## Pulling one hydrogen off GeH₂

One Ge–H bond of the bent molecule is stretched while the other keeps its length. Each method counts its energies from its own value at the start, close to the equilibrium bond length. FCI is exact within the chosen basis and with frozen cores, so it serves as the yardstick. In the determinant column, R (restricted) means that the two electrons of a pair share one orbital, and U (unrestricted) that each spin has orbitals of its own. On a broken bond, a U determinant is expected to be a mixture of singlet and triplet rather than a pure singlet, which matters little for the energy once the fragments are far apart.

Stretching of one Ge–H bond in neutral singlet GeH₂, computed with Ansatz 0.2.0 and AFQMC afq 1 (own program) in the cc-pVDZ basis, on a PBE0/def2-TZVP geometry. Energies are counted from the start at 1.5941 Å, where the determinant is RHF. The correlated wave-function methods freeze the Ge core including 3d; relativity is left out.

```tsv
point distance (Å)	number	determinant	HF, energy from the start of the scan (eV)	MP2, energy from the start of the scan (eV)	CCSD(T), energy from the start of the scan (eV)	phaseless AFQMC, energy from the start of the scan (eV)	released AFQMC, energy from the start of the scan (eV)	FCI, energy from the start of the scan (eV)	PBE, energy from the start of the scan (eV)	PBE0, energy from the start of the scan (eV)
1.410	1	R	0.299	0.312	0.331	0.329	0.332	0.332	0.362	0.324
1.765	2	R	0.187	0.173	0.146	0.145	0.144	0.144	0.107	0.148
2.253	3	R	1.498	1.421	1.243	1.246	1.240	1.236	1.143	1.307
2.895	4	R	3.247	2.989	2.393	2.437	n/a	2.390	2.467	2.609
4.363	5	U	2.218	2.842	2.985	2.975	n/a	2.981	3.057	3.037
```

### 1. Is there a barrier on the way apart?

HF suggests one: its energy falls by 1.03 eV between the last two points. FCI rises by 0.59 eV over the same step. The determinant changes from R to U exactly there, so the HF hump joins pieces of two different curves. MP2, which builds on the same determinants, shows a weaker fall for the same reason.

### 2. Why does the restricted determinant fail on stretching?

Consider the limit of wide separation. Neutral GeH and H must each keep one electron of the broken bond. A shared orbital spread over both fragments can't arrange this: part of the time it puts both electrons on one side, which describes an ion pair and costs energy.

The table shows this cost growing. At 2.895 Å HF lies 0.857 eV above FCI, more than a third of the FCI rise. MP2 still lies 0.599 eV too high, because it treats as a small correction what has become a strong mixing of the bonding and antibonding configurations.

### 3. The unrestricted determinant separates the electrons, so why is HF now too low?

An error in a relative energy is the difference of two absolute errors:

$$\Delta(r)=\delta(r)-\delta(r_0).$$

Here $\delta$ is the HF total energy less the FCI total energy, $r$ the bond length and $r_0$ its value at the start. What HF lacks is electron correlation, the way electrons avoid each other. If the products have less of it to lack than the molecule, HF makes the bond look too weak.

The size can be estimated by counting pairs. At 1.410 Å the HF total energy lies 3.033 eV above FCI, while its relative energy is 0.033 eV too low. Hence $\delta(r_0)=3.033+0.033=3.066$ eV. The molecule has three valence pairs: two bonds and a lone pair. If each holds an equal share, breaking one removes $3.066/3=1.02$ eV.

The table gives 0.763 eV at the last point, so the estimate, which has no fitted constant, is too large by about a third. The weak spot is the equal share. In the FCI wave function at 1.410 Å the three valence orbitals hold 1.965, 1.950 and 1.907 electrons instead of 2 each, so they are not equally correlated. The lone pair probably has the largest share, because it can mix with the empty p orbital of germanium, and this pair survives the break. The output after this text lists relative and absolute errors row by row.

### 4. Does correlation matter near the equilibrium length too?

Compare the energy at 1.410 Å with that at 1.765 Å: the larger the difference, the more a method favours a long bond. It is 0.112 eV in HF, 0.188 eV in FCI and 0.255 eV in PBE. HF thus leans towards short bonds and PBE towards long ones. Correlation lengthens the bond because stretching brings the antibonding orbital closer in energy and makes it easier to mix in.

### 5. Is CCSD(T) as good as it looks?

Its relative energies stay within 7 meV of FCI, but its total energies lie 16 to 24 meV too high. Most of that error cancels against the start. Even the uncancelled error is small, however. Coupled cluster lets the antibonding configuration mix in strongly, where MP2 allows only a first correction.

There is a limit to this. Each point was kept on the better of the two determinants, so the 7 meV describes that selection, not one kind of determinant followed along the whole scan. The last point starts from the unrestricted determinant. From a restricted one, CCSD(T) is known to fail once a bond is stretched far enough, because its perturbative triples become too large. The close match at 2.895 Å therefore can't be extended outwards on the restricted determinant.

### 6. Why is the half-broken bond the hardest case?

PBE0 and phaseless AFQMC both have their largest errors at 2.895 Å, 0.219 and 0.047 eV too high. HF and MP2 are worst there too, whereas PBE and CCSD(T) err most one point earlier, at 2.253 Å. At 2.895 Å the bond is neither a proper pair nor two independent electrons. PBE0 contains a quarter of exact exchange, and may carry over part of the restricted HF error if its spins have not yet separated. For AFQMC, the constraint set by a trial function built on the restricted determinant is the probable culprit. Neither cause has been tested at this point.

### 7. What would silicon change, and which digits count?

SiH₂ also has two bonds and a lone pair, so the same argument applies: restricted HF should rise too far, and unrestricted HF should bind too weakly. The bond energy itself would differ.

Within this basis, FCI and CCSD(T) can be compared to a few thousandths of an eV. Phaseless AFQMC carries statistical noise of about that size, so only hundredths are safe there. Against nature, even the first decimal is open to doubt, since the basis is small, relativity is left out and the germanium 3d shell is frozen. GeH₂ is a fragment of the hydrides from which germanium layers for transistor channels are grown. For modelling that growth, the lesson is to check a method on half-broken bonds as well as on the intact molecule.

The analysis program printed:

```
Error of the relative energy against FCI in eV:
    row      HF     MP2  CCSD(T)  phaseless  released     PBE    PBE0
   1.41  -0.033   -0.02   -0.001     -0.003         0    0.03  -0.008
  1.765   0.043   0.029    0.002      0.001         0  -0.037   0.004
  2.253   0.262   0.185    0.007       0.01     0.004  -0.093   0.071
  2.895   0.857   0.599    0.003      0.047       n/a   0.077   0.219
  4.363  -0.763  -0.139    0.004     -0.006       n/a   0.076   0.056
Absolute HF energy above FCI at the start in eV: 3.066
Absolute MP2 energy above FCI at the start in eV: 0.789
Absolute CCSD(T) energy above FCI at the start in meV: 16.7
Absolute energy above FCI:
    row  HF in eV  MP2 in eV  CCSD(T) in meV
   1.41     3.033      0.769            15.7
  1.765     3.109      0.818            18.7
  2.253     3.328      0.974            23.7
  2.895     3.923      1.388            19.7
  4.363     2.303       0.65            20.7
Share of the correlation energy that MP2 finds at the start in percent: 74.27
Estimate of the correlation lost with one of three pairs in eV: 1.022
Correlation lost from the start to the last row on the unrestricted determinant in eV: 0.763
HF energy at 1.410 less that at 1.765 angstrom in eV: 0.112
MP2 energy at 1.410 less that at 1.765 angstrom in eV: 0.139
FCI energy at 1.410 less that at 1.765 angstrom in eV: 0.188
PBE energy at 1.410 less that at 1.765 angstrom in eV: 0.255
PBE0 energy at 1.410 less that at 1.765 angstrom in eV: 0.176
HF change from 2.895 to 4.363 angstrom in eV: -1.029
MP2 change from 2.895 to 4.363 angstrom in eV: -0.147
FCI change from 2.895 to 4.363 angstrom in eV: 0.591
Mean FCI slope from 2.253 to 2.895 angstrom in eV per angstrom: 1.798
Mean FCI slope from 2.895 to 4.363 angstrom in eV per angstrom: 0.4026
HF error at 2.895 angstrom in percent of the FCI energy: 35.86
HF error at 4.363 angstrom in percent of the FCI energy: -25.6
Largest size of the CCSD(T) error in relative energy in meV: 7
Absolute phaseless energy above FCI at 1.410 angstrom in meV: 1.2
```
